# Amplitude and phase modes of a charge-density wave

A metal whose Fermi surface consists of two parallel sheets can lower its energy by distorting its lattice at the wavevector $Q=2k_F$ that joins the sheets. The distortion opens a gap $2\Delta$ at the Fermi level, as a superlattice opens a minigap, except that the crystal sets the period and strength itself. This is the Peierls charge-density wave (CDW). The distortion has a magnitude and a phase, and both can oscillate: the amplitudon is an optical-like mode, the phason an acoustic-like one. Their dispersions were obtained by Lee, Rice and Anderson (1974). We derive them at $T=0$ and evaluate them for a model of TbTe$_3$.

## Premises

1. Electrons of spin 1/2 move along a chain with a band linearised about $\pm k_F$, velocity $v_F$, and cut off at $\pm E_c$ from the Fermi level. The band mass is defined by $m=\hbar k_F/v_F$.
2. One phonon branch couples to them. Its bare frequency $\omega_0$, the value without this coupling, is constant near $\pm Q$.
3. $Q$ is incommensurate with the lattice. There are no impurities and no Coulomb interaction.
4. The lattice is a classical field with small oscillations about equilibrium, and $T=0$.

All densities are per unit length. The density of states at the Fermi level, with both spins and both directions, is $N_0=2/(\pi\hbar v_F)$ in J$^{-1}$ m$^{-1}$.

## Step 1: the model

Write the displacement as $u=\mathrm{Re}[U(x,t)e^{iQx}]$ with a slowly varying envelope $U$. Averaging $\cos^2$ over a period gives 1/2, so for mass density $\rho_L$ the lattice Lagrangian density is $\tfrac14\rho_L(|\dot U|^2-\omega_0^2|U|^2)$. The electrons feel the potential $V=\gamma u$, with $\gamma$ in J/m. Define the complex gap field $\Delta_1+i\Delta_2=|\Delta|e^{i\phi}=\gamma U/2$, so that $V=2|\Delta|\cos(Qx+\phi)$. Then

$$\mathcal L_{\rm lat}=\frac{N_0}{2\lambda}\sum_{a=1,2}\left(\frac{\dot\Delta_a^2}{\omega_0^2}-\Delta_a^2\right),\qquad \lambda=\frac{N_0\gamma^2}{2\rho_L\omega_0^2},$$

with $\lambda$ dimensionless.

Split the electron field as $\psi=Re^{ik_Fx}+Le^{-ik_Fx}$. The component $|\Delta|e^{i\phi}e^{iQx}$ of $V$ scatters $L$ into $R$, and its conjugate does the reverse. In the basis $(R,L)$, with Pauli matrices $\tau_a$ and $\xi=\hbar v_Fk$,

$$H=\xi\tau_3+\Delta_1\tau_1-\Delta_2\tau_2 .$$

The Euler-Lagrange equation for $\Delta_a$ has the electronic force $-\langle\partial H/\partial\Delta_a\rangle$ on the right:

$$\frac{N_0}{\lambda}\left(\frac{\ddot\Delta_a}{\omega_0^2}+\Delta_a\right)=-\langle O_a\rangle,\qquad O_1=\psi^\dagger\tau_1\psi,\quad O_2=-\psi^\dagger\tau_2\psi ,$$

where $\psi$ now denotes the pair $(R,L)$ and the spin sum is implied.

## Step 2: equilibrium gap

Take $\Delta_1=\Delta$, $\Delta_2=0$. The energy does not depend on a uniform $\phi$, because the rotation $e^{i\phi\tau_3/2}$ removes it. The eigenvalues are $\pm E$ with $E=\sqrt{\xi^2+\Delta^2}$, and the lower band is full. In a lower-band state $\langle\tau_1\rangle=-\Delta/E$. Since $2\int dk/2\pi=(N_0/2)\int d\xi$,

$$\langle O_1\rangle=-\frac{N_0}{2}\int_{-E_c}^{E_c}\frac{\Delta\,d\xi}{E}=-N_0\Delta\,\mathrm{arsinh}\frac{E_c}{\Delta}.$$

The static equation gives $1/\lambda=\mathrm{arsinh}(E_c/\Delta)$, and for $\Delta\ll E_c$

$$\Delta=2E_c\,e^{-1/\lambda}.$$

This relation fixes the convention for $\lambda$. A source that writes the exponent as $-1/2\lambda'$ has $\lambda=2\lambda'$.

## Step 3: linear response of the electrons

Let $\Delta_a\to\Delta_a+\delta_a$ with $\delta_a\propto e^{iqx-i\omega t}$. To first order $\delta_1=\delta|\Delta|$ is the amplitude and $\delta_2=\Delta\,\phi$ the phase. With $\delta\langle O_a\rangle=\sum_b\Pi_{ab}\delta_b$, and $\Pi_{12}=0$ as shown below, the equation of motion becomes

$$\frac{N_0\,\omega^2}{\lambda\omega_0^2}=\frac{N_0}{\lambda}+\Pi_{aa}(q,\omega).$$

The response is easiest at imaginary frequency, $\hbar\omega=i\nu$, and is continued back at the end. The Green function at imaginary energy $i\epsilon$ is the resolvent

$$G=(i\epsilon-H)^{-1}=-\frac{i\epsilon+\xi\tau_3+\Delta\tau_1}{D},\qquad D=\epsilon^2+\xi^2+\Delta^2 .$$

The integral $\int (d\epsilon/2\pi)\,Ge^{i\epsilon0^+}$ projects on states of negative energy, as closing the contour in the upper half-plane shows, so it is the ground-state density matrix. A perturbation changes the resolvent by $\delta G=G\,\delta H\,G$, and it transfers $\nu$ and $\hbar v_Fq$. Collect $p=(\epsilon,\xi)$ and $P=(\nu,\hbar v_Fq)$ into two-vectors, with $p_\pm=p\pm P/2$. Then

$$\Pi_{aa}=\frac{N_0}{4\pi}\int d^2p\;\mathrm{tr}\,[\tau_aG(p_+)\tau_aG(p_-)] .$$

**Traces.** Moving $\tau_1$ through $G$ flips the sign of $\tau_3$, and moving $\tau_2$ flips both $\tau_3$ and $\tau_1$. The numerators are $2(-p_+\!\cdot p_-+\Delta^2)$ for $a=1$ and $2(-p_+\!\cdot p_--\Delta^2)$ for $a=2$. The mixed trace is proportional to $\epsilon_-\xi_+-\epsilon_+\xi_-=\epsilon\hbar v_Fq-\xi\nu$. It is odd in $p$ while $D_+D_-$ is even, so $\Pi_{12}=0$: amplitude and phase decouple.

**Splitting the numerators.** Because $P=p_+-p_-$, we have $2p_+\!\cdot p_-=p_+^2+p_-^2-P^2=D_++D_--2\Delta^2-P^2$. Hence

$$\Pi_{aa}=\frac{N_0}{4\pi}\int d^2p\left[-\frac1{D_+}-\frac1{D_-}+\frac{4\Delta^2\delta_{a1}+P^2}{D_+D_-}\right],$$

where $\delta_{a1}$ is the Kronecker symbol.

**First two terms.** $\int d\epsilon/D=\pi/E$, and the $\xi$ integral gives $2\pi\,\mathrm{arsinh}(E_c/\Delta)=2\pi/\lambda$. The shift by $\pm\hbar v_Fq/2$ changes this only by terms of order $(\hbar v_Fq/E_c)^2$. The two terms sum to $-N_0/\lambda$ and cancel the bare elastic stiffness. This cancellation is the gap equation at work: the $2k_F$ phonon has lost its bare restoring force, and what remains comes from the third term.

**Third term.** It converges, so the cutoff is sent to infinity. Use $1/AB=\int_0^1dx\,[xA+(1-x)B]^{-2}$. Completing the square gives $xD_++(1-x)D_-=p'^2+\Delta^2+x(1-x)P^2$ with $p'=p+(x-\tfrac12)P$, and in polar coordinates $\int d^2p'/(p'^2+M)^2=\pi/M$. So

$$\int\frac{d^2p}{D_+D_-}=\frac{\pi}{\Delta^2}F(s),\qquad F(s)=\int_0^1\frac{dx}{1-4s\,x(1-x)},\qquad s=-\frac{P^2}{4\Delta^2}.$$

Continuing $\nu^2\to-\hbar^2\omega^2$ gives

$$s=\frac{\hbar^2(\omega^2-v_F^2q^2)}{4\Delta^2}.$$

With $w=2x-1$ the denominator is $1-s+sw^2$, an arctangent integral. For $0<s<1$, $F=\arcsin\sqrt s/\sqrt{s(1-s)}$. For $s=-t<0$, $F=\mathrm{arsinh}\sqrt t/\sqrt{t(1+t)}$. Expanding the integrand gives $F=1+\tfrac23s+\tfrac8{15}s^2+\dots$ The point $s=1$ is the threshold for exciting electron-hole pairs across the gap.

## Step 4: the mode equations

Inserting these results, with $(4\Delta^2+P^2)/4\Delta^2=1-s$ and $P^2/4\Delta^2=-s$,

$$\text{amplitude: }\ \frac{\omega^2}{\lambda\omega_0^2}=(1-s)F(s),\qquad\text{phase: }\ \frac{\omega^2}{\lambda\omega_0^2}=-sF(s).$$

Two quantities organise the solutions:

$$\mu=\frac{4\Delta^2}{\lambda\hbar^2\omega_0^2},\qquad \xi_0=\frac{\hbar v_F}{2\Delta}.$$

With $X=\omega^2/\lambda\omega_0^2$ the argument reads $s=X/\mu-q^2\xi_0^2$. The length $\xi_0$ is the coherence length in this convention, and $\lambda\omega_0^2\xi_0^2=v_F^2/\mu$.

## Step 5: phason and effective mass

As $q\to0$ the phase equation is solved by $s\to0$, where $F=1$. Then $X(1+1/\mu)=q^2\xi_0^2$, that is $\omega^2=v_F^2q^2/(1+\mu)$:

$$\boxed{\ \omega_\phi=v_F\sqrt{\frac{m}{m^*}}\,|q|,\qquad \frac{m^*}{m}=1+\frac{4\Delta^2}{\lambda(\hbar\omega_0)^2}\ }$$

The slope holds for any $\mu$ within the premises. We call it $c_\phi$. The mode is gapless because a uniform phase shift only translates the wave.

The name "mass" is earned as follows. The small-$s$ phase equation derives from the Lagrangian density $\tfrac12N_0\Delta^2[\dot\phi^2/\lambda\omega_0^2+\hbar^2(\dot\phi^2-v_F^2\phi'^2)/4\Delta^2]$, which is

$$\mathcal L_\phi=\frac{\hbar}{4\pi v_F}\left[\frac{m^*}{m}\dot\phi^2-v_F^2\phi'^2\right].$$

A wave sliding at velocity $v_d$ has $\phi=-2k_Fv_dt$, so its kinetic energy is $\hbar k_F^2v_d^2(m^*/m)/\pi v_F$. With the electron density $n=2k_F/\pi$ this equals $\tfrac12nm^*v_d^2$. The 1 in $m^*/m$ is the inertia of the electrons, and $\mu$ is that of the ions, which oscillate as the wave passes.

The gradient term can be checked by hand. A gradient $\phi'$ changes the local wavevector to $Q+\phi'$ and moves the gap edges to $\pm(k_F+\phi'/2)$, so the filled band holds $\delta n=\phi'/\pi$ extra electrons. Compressing the electrons costs $\delta n^2/2N_0=\hbar v_F\phi'^2/4\pi$, the coefficient found above.

## Step 6: amplitudon

Multiplying the series by $1-s$ gives $(1-s)F=1-\tfrac13s-\tfrac2{15}s^2-\dots$ At $q=0$, $s=X/\mu$ is small only if $\mu\gg1$, so this mode needs the adiabatic condition, for which $\hbar\omega_0\ll\Delta$ with $\lambda<1$ suffices. To first order in $s$,

$$X\left(1+\frac1{3\mu}\right)=1+\frac{q^2\xi_0^2}{3}.$$

Dropping relative terms of order $1/\mu$, which allows $1/\mu\to m/m^*$,

$$\boxed{\ \omega_A^2=\lambda\omega_0^2+\frac13\frac{m}{m^*}v_F^2q^2\ }$$

The $q=0$ term has an elementary check. From Step 2 the static energy obeys $dE_{\rm tot}/d\Delta=N_0\Delta[1/\lambda-\ln(2E_c/\Delta)]$. Its derivative at equilibrium is $N_0$, the inertia is $N_0/\lambda\omega_0^2$, and their ratio is $\lambda\omega_0^2$.

The dropped terms are known. At $q=0$, $\omega_A^2=\lambda\omega_0^2(1-1/3\mu)$. For the $q^2$ coefficient let $g(s)=(1-s)F$. Differentiating $X=g(s)$ gives $dX/d(q^2\xi_0^2)=-g'/(1-g'/\mu)$, with $-g'=\tfrac13+\tfrac4{15}s$ at $s=1/\mu$. This equals $\tfrac13[1+(\tfrac45-\tfrac13)/\mu]=\tfrac13[1+7/15\mu]$. Since $1/\mu=(m/m^*)(1+1/\mu)$, the coefficient in the box gains the factor $1+22/15\mu$.

Combining the two boxes gives a relation free of $\lambda$, $\omega_0$ and $E_c$:

$$\frac{m^*}{m}\simeq\left(\frac{2\Delta}{\hbar\omega_A(0)}\right)^2 .$$

A gap from spectroscopy and an amplitude frequency from Raman or pump-probe work therefore fix the model's mass.

## Range of validity

**Wavevector.** The expansions need $q\xi_0\ll1$. For $\mu\gg1$ the phason obeys $\omega^2=c_\phi^2q^2(1-\tfrac23q^2\xi_0^2+\dots)$. Beyond that range the full equations of Step 4 apply while $\hbar v_Fq\ll E_c$.

**Weak coupling.** With the cutoff kept, the derivative of $N_0\Delta[1/\lambda-\mathrm{arsinh}(E_c/\Delta)]$ at equilibrium is $N_0E_c/\sqrt{E_c^2+\Delta^2}$, lower than $N_0$ by the fraction $\Delta^2/2E_c^2$.

**Classical lattice.** Quantising $\mathcal L_\phi$ gives each mode the variance $\hbar/2M\omega$ with $M=\hbar m^*/2\pi v_Fm$. Summing over both signs of $q$ yields $\langle\phi^2\rangle=\sqrt{m/m^*}\,\ln(q_{\max}/q_{\min})$. A heavy wave has small zero-point motion, and coupling between chains cuts off the logarithm.

**Phonon dispersion.** A bare slope $v_{ph}$ at $Q$ gives $\omega^2(Q\pm q)=\omega_0^2\pm2\omega_0v_{ph}q$. Amplitude and phase are the even and odd combinations of the $Q\pm q$ phonons, so they mix with a matrix element of modulus $2\omega_0v_{ph}q$ across a splitting $\lambda\omega_0^2$. Level repulsion adds $4v_{ph}^2q^2/\lambda$ to $\omega_A^2$ and removes it from $\omega_\phi^2$. The quadratic term of the bare $\omega^2$ adds to both.

**Coulomb forces.** The phason carries the charge $-e\phi'/\pi$ per chain. For $n_\perp$ chains per unit area, all in phase, the field energy per chain is $n_\perp e^2\phi^2/2\pi^2\varepsilon_0\varepsilon$. Added to $\mathcal L_\phi$, it gives $\omega^2=c_\phi^2q^2+\omega_p^2(m/m^*)/\varepsilon$ with $\omega_p^2=2n_\perp e^2v_F/\pi\hbar\varepsilon_0$. In a fully gapped crystal $\varepsilon$ comes from interband transitions. Their dipole length is $\hbar v_F\Delta/2E^2$, half the rate at which the mixing angle $\arctan(\Delta/\xi)$ turns with $k$. Each state has polarisability $2e^2(\hbar v_F\Delta/2E^2)^2/2E$, and $\int d\xi/E^5=4/3\Delta^4$ gives $\varepsilon=1+\hbar^2\omega_p^2/6\Delta^2$. When the second term dominates, the longitudinal phason has the gap $\omega^2=\tfrac32\lambda\omega_0^2$, above the amplitudon. This is no small correction. The acoustic law holds only where normal carriers screen the field.

**Pinning, temperature, several phonons.** Impurities or commensurability break the translation symmetry and give the phason a gap. At finite $T$ the amplitudon softens towards the transition. If several branches couple, with $\lambda=\sum_n\lambda_n$, each carries the static share $\lambda_n/\lambda$ of the gap, so $\mu=4\Delta^2\sum_n\lambda_n/(\lambda\hbar\omega_n)^2$. There are then several amplitude modes, and the relation between mass and $\omega_A(0)$ becomes an estimate.

## Illustration: a chain model of TbTe$_3$

TbTe$_3$ is a layered metal whose square Te sheets carry quasi-one-dimensional $p$ bands. It forms an incommensurate, unidirectional CDW below approximately 336 K, so the $T=0$ theory refers to temperatures well below that. The inputs are approximate, typical values:

- $\Delta=0.20$ eV $=3.2\times10^{-20}$ J, half of the largest full gap
- $v_F=1.5\times10^6$ m/s
- $E_c=2.0$ eV $=3.2\times10^{-19}$ J, an assumed cutoff of the order of the Te $p$ hopping
- $\omega_0/2\pi=3.8$ THz, in the range of Te optical phonons

The bare frequency cannot be observed. It was chosen so that the model's amplitudon falls at the frequency typical of TbTe$_3$ well below the transition, about 2.2 THz, and that frequency is therefore no test of the theory.

The coupling is $\lambda=1/\ln(2E_c/\Delta)=0.334$. The bare phonon energy is $\hbar\omega_0=15.7$ meV, so $\hbar\omega_0/\Delta=0.079$ and the motion is adiabatic. Then $\omega_A(0)=\sqrt\lambda\,\omega_0=1.38\times10^{13}$ s$^{-1}$, which is 2.20 THz or 9.08 meV. The mass ratio is $m^*/m=1.94\times10^3$, and $c_\phi=3.4\times10^4$ m/s. The amplitudon's dispersion velocity is $c_\phi/\sqrt3=2.0\times10^4$ m/s, and $\xi_0=2.5$ nm.

The table lists frequencies $\omega/2\pi$ in THz, from the boxed formulas and from the roots of the full equations of Step 4.

| $q$ (nm$^{-1}$) | $q\xi_0$ | phason, boxed | phason, full | amplitudon, boxed | amplitudon, full |
|---|---|---|---|---|---|
| 0.1 | 0.25 | 0.54 | 0.53 | 2.22 | 2.22 |
| 0.2 | 0.49 | 1.08 | 1.01 | 2.28 | 2.28 |
| 0.4 | 0.99 | 2.17 | 1.72 | 2.53 | 2.45 |

The boxed forms serve up to $q\xi_0$ of about one half and overshoot beyond. Within the model the other corrections are small: $1/3\mu=1.7\times10^{-4}$, $22/15\mu=7.6\times10^{-4}$, $\Delta^2/2E_c^2=0.005$ and $\sqrt{m/m^*}=0.023$. An illustrative slope $v_{ph}=1.0\times10^3$ m/s changes the $q^2$ coefficient by 1.0 per cent for the phason and 3.1 per cent for the amplitudon, and the effect grows as $v_{ph}^2$. Unscreened Coulomb forces would lift the phason to 2.7 THz.

The real crystal departs from the chain in known ways. Nesting is imperfect, so the gap varies over the Fermi surface and part of that surface stays metallic. The remaining carriers screen the Coulomb gap and also damp both modes. Other phonons mix with the amplitudon, and defects pin the phase. The gap input alone leaves a wide band: at fixed $\omega_A(0)$, taking $\Delta$ from 0.15 to 0.25 eV moves $m^*/m$ from $1.1\times10^3$ to $3.0\times10^3$ and $c_\phi$ from $4.5\times10^4$ to $2.7\times10^4$ m/s. The mass ratio near $2\times10^3$ and the phason velocity near $3\times10^4$ m/s are thus the model's values, resting on a single uniform gap and a single phonon, and for TbTe$_3$ itself they indicate an order of magnitude.